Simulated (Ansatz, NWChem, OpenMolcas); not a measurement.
# Errors in the atomisation enthalpy at 298 K

8 molecules with halogens; the atomisation enthalpy at 298 K in kJ/mol, computed less measured. Shapes, held fixed at every level: PBE0-D4/def2-TZVP. Thermal terms are harmonic and unscaled (PBE0-D4/def2-TZVP); the spin-orbit lowering of the free atoms is taken from their spectra. Programs: Ansatz 0.2.0, NWChem 7.3.0, OpenMolcas 26.06. A level may come from different programs for different species; with the same settings they agree closely. Measured values: Active Thermochemical Tables, NIST-JANAF tables.

Levels: A = SVWN5/aug-cc-pVDZ; B = PBE0/aug-cc-pVDZ; C = r2SCAN0/aug-cc-pVDZ.

| molecule | from tabulated heats | A | B | C |
| --- | --- | --- | --- | --- |
| SOF2 (thionyl fluoride) | 1229 | +305 | -115 | -173 |
| CF4 (tetrafluoromethane) | 1968 | +469 | -35 | -105 |
| CH2Cl2 (dichloromethane) | 1490 | +231 | -21 | -48 |
| CH2ClF (SMILES FCCl) | 1617 | +272 | -22 | -57 |
| SiH3Cl (chlorosilane) | 1367 | +85 | -72 | -55 |
| SiH2F2 (SMILES F[SiH2]F) | 1836 | +97 | -168 | -163 |
| C2H2F2 (vinylidene fluoride) | 2361 | +445 | -6 | -74 |
| C2H5F (SMILES CCF) | 2876 | +377 | -36 | -72 |

(1) Which level does best on this set, which worst, and which err to one side?

Answers

(1) 
```json
{"level": "SVWN5/aug-cc-pVDZ", "kind": "LDA", "mean error": "+285.1", "mean absolute error": "285.1", "worst case": "CF4"}
{"level": "PBE0/aug-cc-pVDZ", "kind": "global hybrid", "mean error": "-59.4", "mean absolute error": "59.4", "worst case": "SiH2F2"}
{"level": "r2SCAN0/aug-cc-pVDZ", "kind": "global hybrid", "mean error": "-93.4", "mean absolute error": "93.4", "worst case": "SOF2"}
```

On this set PBE0/aug-cc-pVDZ has the smallest mean absolute error and SVWN5/aug-cc-pVDZ the largest. SVWN5/aug-cc-pVDZ is too high in 8 of 8; PBE0/aug-cc-pVDZ is too low in 8 of 8; r2SCAN0/aug-cc-pVDZ is too low in 8 of 8. The heats of SiH3Cl (chlorosilane) come from older tables and can be uncertain by 10 kJ/mol or more. Heats of the atoms come from ATcT where it has them. The tabulated values of SOF2, SiH2F2, C2H2F2 are in doubt (older tables, estimates, or at odds with other calculations) and kept here. Over the 5 molecules whose values aren't doubted the mean absolute errors are A 286.8; B 37.2; C 67.4. A functional in a double-zeta set wins here by errors that cancel. The set is small.

SVWN5 overbinds every molecule, whereas both hybrids underbind throughout. The local density approximation describes the exchange and correlation of separated atoms less well than those of the bonded molecule, so atomisation costs too much. Its excess grows from CH2Cl2 through CH2ClF to CF4, as compact, electron-rich fluorine replaces chlorine or hydrogen. Gradient corrections and exact exchange remove this overbinding, and the remaining deficit of the hybrids probably owes much to the double-zeta basis, which has too few polarisation functions to describe the bonded density.

The silanes fit this picture: silicon bound to electronegative atoms needs tight d functions, and their lack would deepen the hybrids' deficit while masking part of the SVWN5 overbinding. PBE0 is closer to the tabulated values than r2SCAN0 except in SiH3Cl and SiH2F2, where the order is reversed. A larger basis would probably shrink the hybrid errors and enlarge those of SVWN5, so the gap between PBE0 and r2SCAN0 is no measure of their intrinsic accuracy.
